\section*{Intrinsic MOSFET capacitances at any inversion level}

A transistor biased in moderate inversion obeys neither the exponential nor the square-law asymptote, so its capacitances need one expression that spans both. This guide builds it from the electrostatics of a long n-channel device. At each \textbf{Predict}, commit to an answer before reading on.

\subsection*{1. Premises and conventions}

The channel has width $W$ and length $L$, with $x$ along it and $y$ into the silicon. $V_G\equiv V_{GB}$, $V_S$, $V_D$, the surface potential $\psi_s$ and the channel voltage $V(x)$ (the electron quasi-Fermi potential, $V_S$ at $x=0$ and $V_D$ at $x=L$) are referred to the neutral bulk. $U_T=k_BT/e$, $C_{ox}$ is the oxide capacitance per area, $C=WLC_{ox}$, $V_{FB}$ is the flat-band voltage, $N_A$ the acceptor density, $\phi_F=U_T\ln(N_A/n_i)$ and $\gamma=\sqrt{2e\varepsilon_{Si}N_A}/C_{ox}$. Lower-case subscripts ($Q_i,Q_b,Q_g$) denote charge per area, upper-case ones total charge. The premises are:
\begin{enumerate}
\item gradual channel: Poisson's equation is one-dimensional in $y$ at each $x$;
\item uniform doping, full ionisation, Boltzmann statistics, an ideal gate, no interface traps, fixed oxide charge absorbed in $V_{FB}$;
\item depletion or inversion with $\psi_s\gg U_T$, and an inversion layer that is a sheet of zero thickness;
\item mobility $\mu$ constant along the channel;
\item quasi-static operation: the charges take the steady-state values of the instantaneous voltages.
\end{enumerate}
Capacitances are defined by
\begin{equation}
C_{jj}=\frac{\partial Q_J}{\partial V_J},\qquad C_{jk}=-\frac{\partial Q_J}{\partial V_K}\quad(j\neq k).
\label{def}
\end{equation}
The first index names the charge, the second the voltage that is moved; $C_{jk}$ and $C_{kj}$ differ in general. A common shift of all four terminal potentials changes no charge, so
\begin{equation}
C_{gg}=C_{gs}+C_{gd}+C_{gb}.
\label{sum}
\end{equation}
The notation follows the charge-based form of the EKV model (Enz, Krummenacher, Vittoz).

\subsection*{2. Local charges}

Gauss's law across the oxide, the depletion charge under a sheet, and neutrality give
\begin{equation}
Q_g=C_{ox}(V_G-V_{FB}-\psi_s),\quad Q_b=-\gamma C_{ox}\sqrt{\psi_s},\quad Q_i=-Q_g-Q_b .
\label{local}
\end{equation}
The pinch-off surface potential $\psi_P$ is the value of $\psi_s$ at which $Q_i=0$:
\begin{equation}
V_G-V_{FB}=\psi_P+\gamma\sqrt{\psi_P}
\;\Rightarrow\;
\sqrt{\psi_P}=\sqrt{\gamma^2/4+V_G-V_{FB}}-\gamma/2 .
\label{psip}
\end{equation}
It depends on $V_G$ alone. Differentiating the first form,
\begin{equation}
\frac{d\psi_P}{dV_G}=\frac1n,\qquad n=1+\frac{\gamma}{2\sqrt{\psi_P}} .
\label{n}
\end{equation}

\textbf{Predict.} Expand $Q_i(\psi_s)$ at fixed $V_G$ about $\psi_P$. What is the slope?

Subtracting \eqref{psip} from \eqref{local} and writing $\delta=\psi_P-\psi_s$,
\begin{equation}
-\frac{Q_i}{C_{ox}}=\delta+\gamma\left(\sqrt{\psi_P}-\sqrt{\psi_P-\delta}\right)=n\delta+\frac{\gamma\,\delta^2}{8\psi_P^{3/2}}+\dots
\label{lin}
\end{equation}
The slope is the same $n$. We keep the linear term and normalise the charge:
\begin{equation}
q=\frac{-Q_i}{2nC_{ox}U_T},\qquad \psi_s=\psi_P-2U_Tq .
\label{q}
\end{equation}
Inserting this in \eqref{local}, with $Q_b=-Q_g-Q_i$,
\begin{align}
Q_g&=C_{ox}\left[V_G-V_{FB}-\psi_P+2U_Tq\right],\label{qg}\\
Q_b&=C_{ox}\left[-\gamma\sqrt{\psi_P}+2(n-1)U_Tq\right].\label{qb}
\end{align}
An added inversion charge $-2nC_{ox}U_Tq$ is thus balanced by the gate (fraction $1/n$) and by a thinner depletion layer (fraction $(n-1)/n$). The truncation in \eqref{lin} replaces the local depletion slope $\gamma/2\sqrt{\psi_s}$ by $n-1$, a relative change $\epsilon_3=\delta/2\psi_P=U_Tq/\psi_P$.

\subsection*{3. Charge against voltage}

With holes neglected in the depleted region, Poisson's equation reads $\varepsilon_{Si}\psi''=eN_A\{1+\exp[(\psi-2\phi_F-V)/U_T]\}$. Multiply by $d\psi/dy$, integrate from the bulk to the surface, drop the exponentially small lower-limit term, and use Gauss's law $Q_i+Q_b=\varepsilon_{Si}\psi'(0)$:
\begin{equation}
Q_i+Q_b=-\gamma C_{ox}\sqrt{\psi_s+U_T\exp[(\psi_s-2\phi_F-V)/U_T]} .
\label{poisson}
\end{equation}
Keeping the holes would replace $\psi_s$ by $\psi_s-U_T$ in the depletion term and raise $n-1$ by the fraction $U_T/2\psi_P$. Put $X=-Q_i/\gamma C_{ox}=2nU_Tq/\gamma$ and use $Q_b$ from \eqref{local}. Squaring \eqref{poisson} gives $X(X+2\sqrt{\psi_s})=U_T\exp[(\psi_s-2\phi_F-V)/U_T]$. Take the logarithm and insert \eqref{q}:
\begin{equation}
\frac{\psi_P-2\phi_F-V}{U_T}=2q+\ln q+\ln\frac{4n\sqrt{\psi_P}}{\gamma}+\eta,\qquad
\eta=\ln\frac{nU_Tq/\gamma+\sqrt{\psi_P-2U_Tq}}{\sqrt{\psi_P}} .
\label{full}
\end{equation}

\textbf{Predict.} Which of the four terms on the right can be moved into a gate-dependent voltage, and which can be dropped?

The third term contains $V_G$ only and defines the pinch-off voltage
\begin{equation}
V_P=\psi_P-2\phi_F-U_T\ln\left(\frac{4\sqrt{\psi_P}}{\gamma}+2\right),
\label{vp}
\end{equation}
where \eqref{n} gave $4n\sqrt{\psi_P}/\gamma=4\sqrt{\psi_P}/\gamma+2$. The term $\eta$ vanishes at $q=0$, and to first order $\eta=2q\,\epsilon_2$ with
\begin{equation}
\epsilon_2=\frac{U_T}{2\sqrt{\psi_P}}\left(\frac1\gamma-\frac{1}{2\sqrt{\psi_P}}\right).
\end{equation}
Dropping it, with $v=V/U_T$ and $v_p=V_P/U_T$,
\begin{equation}
v_p-v=2q+\ln q,\qquad \frac{\partial q}{\partial v}=-\frac{\partial q}{\partial v_p}=-\frac{q}{2q+1}.
\label{qv}
\end{equation}
The function $2q+\ln q$ rises monotonically from $-\infty$ to $+\infty$, so $q$ is a unique smooth function of $v_p-v$: exponential for $q\ll1$ (weak inversion), linear for $q\gg1$ (strong inversion). Differentiating \eqref{vp},
\begin{equation}
\frac{dV_P}{dV_G}=\frac{1-\epsilon_1}{n},\qquad \epsilon_1=\frac{U_T}{2n\psi_P},
\label{dvp}
\end{equation}
and we set $dV_P/dV_G=1/n$.

\subsection*{4. Current and total inversion charge}

The drain current is $I=\mu W(-Q_i)\,dV/dx$, the same at every $x$. From \eqref{qv}, $q\,dv=-(2q+1)\,dq$. With $\xi=x/L$ and $i=I/I_{spec}$,
\begin{equation}
i\,d\xi=-(2q+1)\,dq,\qquad I_{spec}=2n\mu C_{ox}\frac{W}{L}U_T^2 .
\label{pos}
\end{equation}
The drift-diffusion form $I=\mu W(-Q_i\,d\psi_s/dx+U_T\,dQ_i/dx)$ with \eqref{q} gives the same equation: $2q$ is drift and $1$ is diffusion. Integrating from source ($q_s$) to drain ($q_d$),
\begin{equation}
i=(q_s^2+q_s)-(q_d^2+q_d)=(q_s-q_d)D,\qquad D=q_s+q_d+1 .
\label{i}
\end{equation}
In saturation $q_d\to0$ and $i$ is the inversion coefficient $IC=q_s^2+q_s$.

\textbf{Predict.} The total charge needs $q_I=\int_0^1q\,d\xi$. Can it be found without solving for $q(\xi)$?

Equation \eqref{pos} changes the variable to $q$:
\begin{equation}
q_I=\frac1i\int_{q_d}^{q_s}q(2q+1)\,dq=\frac{\frac23(q_s^3-q_d^3)+\frac12(q_s^2-q_d^2)}{(q_s-q_d)D}
=\frac{4q_s^2+4q_sq_d+4q_d^2+3q_s+3q_d}{6D}.
\label{qI}
\end{equation}
The factor $q_s-q_d$ cancels, so nothing is singular at $V_D=V_S$, where $q_I=q_s$. The mobility has cancelled as well. Since \eqref{qg} and \eqref{qb} are linear in $q$, integration over the area gives
\begin{align}
Q_G&=C\left[V_G-V_{FB}-\psi_P+2U_Tq_I\right],\label{QG}\\
Q_B&=C\left[-\gamma\sqrt{\psi_P}+2(n-1)U_Tq_I\right].\label{QB}
\end{align}

\subsection*{5. Gate-source and gate-drain capacitances}

In \eqref{QG} only $q_I$ depends on $V_S$, and only through $q_s$. By \eqref{def} and \eqref{qv},
\begin{equation}
\frac{C_{gs}}{C}=-2\frac{\partial q_I}{\partial q_s}\frac{\partial q_s}{\partial v_s}=\frac{2q_s}{2q_s+1}\frac{\partial q_I}{\partial q_s}.
\label{chain}
\end{equation}
Call the numerator of \eqref{qI} $N$. The quotient rule needs
\begin{equation}
\frac{\partial N}{\partial q_s}D-N=(8q_s+4q_d+3)D-N=4q_s^2+8q_sq_d+8q_s+4q_d+3 .
\end{equation}

\textbf{Predict.} Will the denominator $2q_s+1$ of \eqref{chain} survive?

It will not, because the polynomial equals $(2q_s+1)(2q_s+4q_d+3)$, as multiplication confirms. The reason is visible in \eqref{qI}: $q_s$ is the upper limit of both integrals, which share the weight $2q+1$, so $\partial q_I/\partial q_s=(2q_s+1)(q_s-q_I)/i$. With $\partial q_I/\partial q_s=(2q_s+1)(2q_s+4q_d+3)/6D^2$, and with $q_I$ symmetric in $s$ and $d$,
\begin{equation}
\frac{C_{gs}}{C}=\frac{q_s(2q_s+4q_d+3)}{3(q_s+q_d+1)^2},\qquad
\frac{C_{gd}}{C}=\frac{q_d(2q_d+4q_s+3)}{3(q_s+q_d+1)^2}.
\label{cgs}
\end{equation}

\subsection*{6. Bulk capacitances}

In \eqref{QB}, $\psi_P$ and $n$ are independent of $V_S$ and $V_D$, and the coefficient of $q_I$ is $n-1$ times that in \eqref{QG}. Hence
\begin{equation}
C_{bs}=(n-1)C_{gs},\qquad C_{bd}=(n-1)C_{gd}.
\label{cbs}
\end{equation}

\textbf{Predict.} The bulk is the voltage reference, so $V_B$ appears nowhere. How is $C_{gb}$ obtained?

Compute $C_{gg}$ and use \eqref{sum}. The first terms of \eqref{QG} give $C(1-1/n)$ by \eqref{n}. For the last term, $q_s$ and $q_d$ depend on $v_p-v_s$ and $v_p-v_d$, so $\partial q_I/\partial v_p=-(\partial q_I/\partial v_s+\partial q_I/\partial v_d)=(C_{gs}+C_{gd})/2C$. With $dV_P/dV_G=1/n$,
\begin{equation}
C_{gg}=\frac{n-1}{n}C+\frac{C_{gs}+C_{gd}}{n}.
\end{equation}
No derivative of $n$ arises here, because $n$ does not multiply $q_I$ in \eqref{QG}. Subtracting $C_{gs}+C_{gd}$,
\begin{equation}
C_{gb}=\frac{n-1}{n}\left(C-C_{gs}-C_{gd}\right)=\frac{n-1}{n}\,C\,\frac{(q_s-q_d)^2+3D}{3D^2}.
\label{cgb}
\end{equation}
The second form follows from $3D^2-(2q_s^2+8q_sq_d+2q_d^2+3q_s+3q_d)=(q_s-q_d)^2+3D$ and shows $C_{gb}>0$. Retaining $\epsilon_1$ in \eqref{dvp} would lower $C_{gb}$ by $\epsilon_1(C_{gs}+C_{gd})/n$. Equations \eqref{cgs}, \eqref{cbs} and \eqref{cgb} are rational in $q_s,q_d$ with $D\ge1$, and the charges are smooth in the voltages, so all five capacitances are smooth through every inversion level and from the linear region to saturation. Coefficients whose first index is $s$ or $d$ need a partition of the inversion charge between the two terminals and are not derived here.

\subsection*{7. Limits}

\textbf{Predict.} Write down $C_{gs}$ and $C_{gb}$ for (a) $q_s,q_d\ll1$, (b) $q_s\gg1$ with $q_d=0$, (c) $q_s=q_d\gg1$.

(a) Expanding \eqref{cgs}, $C_{gs}/C=q_s\left(1-\tfrac43q_s-\tfrac23q_d+\dots\right)$, so $C_{gs}\to q_sC$ and $C_{gd}\to q_dC$. A diffusive channel has a linear profile, $q_I=(q_s+q_d)/2$, and $\partial q_s/\partial v_s=-q_s$, which reproduces this. Then $C_{gb}\to C(n-1)/n$. From \eqref{n}, $(n-1)/n=\gamma/(2\sqrt{\psi_P}+\gamma)$, and \eqref{psip} turns the denominator into a function of the gate voltage:
\begin{equation}
C_{gb}\to\frac{\gamma\,C}{2\sqrt{\gamma^2/4+V_{GB}-V_{FB}}} .
\label{weak}
\end{equation}
This is the oxide capacitance $C$ in series with the depletion capacitance $(n-1)C$.

(b) $C_{gs}\to\frac23C$, $C_{gd}=0$ and $C_{gb}\to(n-1)C/3n$. The gate still couples to the bulk, because the charge and hence the screening are weak towards the drain.

(c) $C_{gs}=C_{gd}\to C/2$ and $C_{gb}=(n-1)C/[n(2q_s+1)]\to0$: the sheet screens the bulk.

For saturation at any level, $q_s^2=IC-q_s$ simplifies \eqref{cgs}:
\begin{equation}
q_s=\frac{\sqrt{1+4IC}-1}{2},\qquad \frac{C_{gs}}{C}=\frac{2IC+q_s}{3(IC+q_s+1)} .
\label{sat}
\end{equation}

\subsection*{8. Range of validity}

The result holds for $\psi_s\gg U_T$, from depletion to strong inversion but not near flat band or in accumulation. It needs $\epsilon_1,\epsilon_2,\epsilon_3\ll1$; $\epsilon_3$ grows with $q_s$, and $\epsilon_2$ grows when $\gamma$ is small. The channel must be long compared with the source and drain depletion widths, since charge sharing, barrier lowering and channel-length modulation are absent. The carrier velocity $I/W|Q_i|=\mu U_T\,i/(Lq)$ reaches the saturation velocity $v_{sat}$ at $q^*=\mu U_T\,i/(Lv_{sat})$; by \eqref{pos} the part of a saturated channel with $q<q^*$ has fractional length $(q^{*2}+q^*)/i$, which must be small. Quasi-static operation needs $\omega\tau\ll1$, with the transit time in saturation
\begin{equation}
\tau=\frac{|Q_I|}{I}=\frac{L^2}{\mu U_T}\frac{q_I}{i}=\frac{L^2}{\mu U_T}\,\frac{4q_s+3}{6(q_s+1)^2}.
\label{tau}
\end{equation}
Overlap, fringing and junction capacitances are extrinsic and add to the result.

\subsection*{9. Illustration: saturated silicon nMOS}

Take $T=300$ K and $\varepsilon_{Si}=11.7\,\varepsilon_0$ (compiled value, Ioffe Institute). Typical inputs are $\varepsilon_{ox}=3.9\,\varepsilon_0$, $n_i=1.0\times10^{10}$ cm$^{-3}$, $\mu=400$ cm$^2$/V\,s and $v_{sat}=10^7$ cm/s. The illustrative design has $t_{ox}=4$ nm, $N_A=5\times10^{17}$ cm$^{-3}$, $W=10$ $\mu$m, $L=1$ $\mu$m and $V_S=0$. Then $U_T=25.85$ mV, $C_{ox}=8.63$ fF/$\mu$m$^2$, $C=86.3$ fF, $\gamma=0.472$ V$^{1/2}$ and $2\phi_F=0.917$ V. For each $IC$, \eqref{sat} gives $q_s$, \eqref{qv} gives $V_P$, \eqref{vp} is solved for $\psi_P$, and \eqref{psip} and \eqref{n} give $V_G-V_{FB}$ and $n$; intermediates are carried unrounded. A drain voltage of 0.4 V leaves $q_d=1.1\times10^{-4}$ at $IC=10$ and less at lower $IC$, so $C_{gd}$ and $C_{bd}$ are negligible.

\textbf{Predict.} At $IC=1$ the weak asymptote gives $C_{gs}/C=0.62$ and the strong one $0.67$. Does the true value lie between them?

\begin{center}
\begin{tabular}{lccc}
\hline
$IC$ & 0.1 & 1 & 10\\
\hline
$q_s$ & 0.0916 & 0.618 & 2.70\\
$V_P$ (mV) & $-57.1$ & 19.5 & 165.4\\
$\psi_P$ (V) & 0.919 & 0.997 & 1.144\\
$V_G-V_{FB}$ (V) & 1.372 & 1.468 & 1.649\\
$n$ & 1.246 & 1.236 & 1.221\\
$C_{gs}/C$ & 0.082 & 0.33 & 0.55\\
$C_{bs}/C$ & 0.020 & 0.079 & 0.12\\
$C_{gb}/C$ & 0.18 & 0.13 & 0.081\\
$C_{gg}/C$ & 0.26 & 0.46 & 0.63\\
$C_{gs}$ (fF) & 7.0 & 29 & 48\\
$C_{bs}$ (fF) & 1.7 & 6.8 & 11\\
$C_{gb}$ (fF) & 16 & 11 & 7.0\\
$C_{gg}$ (fF) & 23 & 40 & 55\\
$\tau$ (ns) & 0.46 & 0.34 & 0.16\\
\hline
\end{tabular}
\end{center}

It lies below both: \eqref{sat} gives $(2+q_s)/[3(2+q_s)]=1/3$ exactly. At $IC=0.1$ the asymptote $q_sC$ exceeds $C_{gs}$ by 12 per cent, and \eqref{weak}, which gives $0.197\,C$, exceeds $C_{gb}$ by 9 per cent. At $IC=10$ the value $\frac23C$ is still 21 per cent above $C_{gs}$.

The dropped terms are small here. At $IC=0.1$, $\epsilon_1=0.011$ and the hole correction $U_T/2\psi_P$ is $0.014$. At $IC=10$, $\epsilon_2=0.020$, $\eta=0.10$ beside $2q_s=5.40$, and $\epsilon_3=0.06$ at the source. $C_{gb}$ is a difference and feels them more: $\epsilon_1$ alone would lower it by $0.004\,C$ at $IC=10$, or 5 per cent. The joint effect of $\epsilon_1$, $\epsilon_2$ and $\epsilon_3$ can be computed without linearising. The drift-diffusion current with \eqref{local} gives $dx\propto g\,d\psi_s$,
\begin{equation}
g=V_G-V_{FB}-\psi_s-\gamma\sqrt{\psi_s}+U_T\left(1+\frac{\gamma}{2\sqrt{\psi_s}}\right),
\end{equation}
between the source value of $\psi_s$, solved from \eqref{poisson} with left side $-Q_g$, and $\psi_P$. Averaging $Q_g$ and $Q_b$ of \eqref{local} with this weight and differentiating numerically at the bias of the last column gives $C_{gs}/C=0.543$, $C_{gb}/C=0.079$ and $C_{bs}/C=0.125$, against $0.552$, $0.081$ and $0.122$ from the closed forms. The differences stay below 3 per cent, which is why the capacitances carry two figures. At $IC=10$, $q^*=0.10$ and the velocity-saturated fraction of the channel is $0.011$. The longest $\tau$ restricts the signal frequency to well below $1/2\pi\tau=0.35$ GHz.

The tabulated capacitances are the model's intrinsic values, and a real device of this geometry departs from them in known directions. A typical quantum-mechanical charge centroid about 1 nm below the interface adds $0.33$ nm of equivalent oxide and lowers the effective $C_{ox}$ in inversion by roughly 8 per cent; depletion of a polysilicon gate lowers it further. A typical overlap and fringing capacitance of about 0.3 fF/$\mu$m adds 3 fF on each side. That is 0.4 of the intrinsic $C_{gs}$ at $IC=0.1$ and 0.06 of it at $IC=10$, and it is the whole of the gate-drain capacitance in saturation. A source junction of 5 $\mu$m$^2$ at a typical 1 fF/$\mu$m$^2$ adds 5 fF between source and bulk, more than the intrinsic $C_{bs}$ at $IC=0.1$ and about half of it at $IC=10$. The model's gate capacitance of 23, 40 and 55 fF therefore needs about 6 fF added before it is set beside the terminal capacitance of a device.